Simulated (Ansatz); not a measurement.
## A series in volume scale on Os

Free energy against uniform scaling of the volume at fixed shape and fractions; periodic cell, basis, potentials, k mesh and filling as listed. The results are calculated, by Ansatz 0.2.0.

The cell before it is scaled or strained (space group Fm-3m, No. 225):
```
Os
1.0
      0.0000     1.9450     1.9450
      1.9450     0.0000     1.9450
      1.9450     1.9450     0.0000
Os
1
Direct
  0.00000 0.00000 0.00000
```

Settings of every row: functional LDA; dispersion none; potentials all-electron LAPW; k mesh 13x13x13; k shift 0x0x0; occupations methfessel paxton; smearing width 0.1 eV; spin none; basis error target 0.002 eV/atom.

Limits: coarse k mesh, up to 40 meV an atom off; minimum outside the range; no spin-orbit coupling, which can matter with elements this heavy.

```
row  volume scale  V (Å³/atom)  energy above lowest point (meV/atom)
  1          0.94       13.833                                     0
  2          0.96       14.127                                  12.7
  3          0.98       14.422                                     ?
  4             1       14.716                                  80.7
  5          1.02        15.01                                 132.8
  6          1.04       15.305                                   195
  7          1.06       15.599                                 266.2
```

Question: what energy above lowest point should row 3 give?

Worked fit of energy above lowest point. Take u = (V_r/V)^(2/3) − 1 with V_r = 14.863 Å³ an atom, which is twice the finite (Eulerian) strain; such expansions in the strain, on which the Birch-Murnaghan equation of state is built, carry the rest volume and the bulk modulus. The shown rows have u = 0.04904, 0.03444, 0.00665, -0.00654, -0.01935, -0.03171. Least squares give energy above lowest point = 105.38 − 3945.5 × u + 35942 × u² + 14165 × u³ meV/atom; a parabola predicts inner rows, each left out in turn, worse (root mean square 0.31 against 0.11 meV/atom). The rows lie off it by 0.0, 0.0, 0.0, 0.1, -0.1, 0.0. The withheld row has u = 0.02028, so the fit gives 105.38 − 3945.5 × (0.02028) + 35942 × (0.02028)² + 14165 × (0.02028)³ = 40.3 meV/atom.

The calculation gave 40.2 meV/atom. The fit lies 0.1 meV/atom (0.038 % of the column's range) above it, one unit of the last digit.
